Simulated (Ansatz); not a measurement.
# A series in volume scale on Cu

Results calculated with Ansatz 0.2.0, not measured. Plane-wave DFT, scalar-relativistic PAW made under PBE with cores redone for the functional, no dispersion; the given relaxed cell is scaled uniformly, energy at zero smearing counts from the unscaled cell, pressure at the given Fermi-Dirac smearing is positive in compression.

The cell before it is scaled or strained (space group P6/mmm, No. 191):
```
CELL_PARAMETERS angstrom
4.04970 0.00000 0.00000
-2.02480 3.50710 0.00000
0.00000 0.00000 2.43240
ATOMIC_POSITIONS crystal
Cu 0.00000 0.00000 0.00000
Cu 0.33333 0.66667 0.50000
Cu 0.66667 0.33333 0.50000
```

Settings of every row: spin polarised no; functional PBEsol; wave cutoff 420 eV; smearing width 0.1 eV; k mesh 10x10x14.

Atom starting moment: 0 on all atoms.

Limits: the cell comes from a prototype or a list of computed structures and needn't be the stable phase.

```csv
row,volume scale,V (Å³/atom),pressure (GPa),energy change per atom (meV)
1,0.88,10.134,28.32,107.35
2,0.92,10.594,16.54,43.66
3,0.96,11.055,7.29,10.01
4,1.04,11.976,-5.71,8.58
5,1.08,12.437,?,?
6,1.12,12.897,-13.7,66.41
```

Question: what pressure and energy change per atom should row 5 give?

Worked fit of pressure. Take u = (V_r/V)^(2/3) − 1 with V_r = 11.055 Å³ an atom, which is twice the finite (Eulerian) strain; such expansions in the strain, on which the Birch-Murnaghan equation of state is built, carry the rest volume and the bulk modulus. The shown rows have u = 0.05971, 0.0288, 0, -0.05195, -0.09764. Least squares give pressure = 7.342 + 298.69 × u + 858.5 × u² GPa; a straight line predicts inner rows, each left out in turn, worse (root mean square 2.4 against 0.19 GPa). The rows lie off it by 0.08, -0.12, -0.05, 0.15, -0.06 (root mean square 0.099 GPa). The withheld row has u = -0.07552, so the fit gives 7.342 + 298.69 × (-0.07552) + 858.5 × (-0.07552)² = -10.32 GPa.

The calculation gave -10.2 GPa. The fit lies 0.12 GPa (1.2 % of the value, 0.29 % of the column's range) below it; its largest miss of a shown row is 0.15 GPa.

Worked fit of energy change per atom. Take u = (V_r/V)^(2/3) − 1 with V_r = 11.055 Å³ an atom, which is twice the finite (Eulerian) strain; such expansions in the strain, on which the Birch-Murnaghan equation of state is built, carry the rest volume and the bulk modulus. The shown rows have u = 0.05971, 0.0288, 0, -0.05195, -0.09764. Least squares give energy change per atom = 10.45 + 781.28 × u + 13921.9 × u² meV; a straight line predicts inner rows, each left out in turn, worse (root mean square 40 against 1.5 meV). The rows lie off it by 0.61, -0.84, -0.44, 1.15, -0.48 (root mean square 0.75 meV). The withheld row has u = -0.07552, so the fit gives 10.45 + 781.28 × (-0.07552) + 13921.9 × (-0.07552)² = 30.85 meV.

The calculation gave 31.77 meV. The fit lies 0.92 meV (2.9 % of the value, 0.93 % of the column's range) below it; its largest miss of a shown row is 1.15 meV.
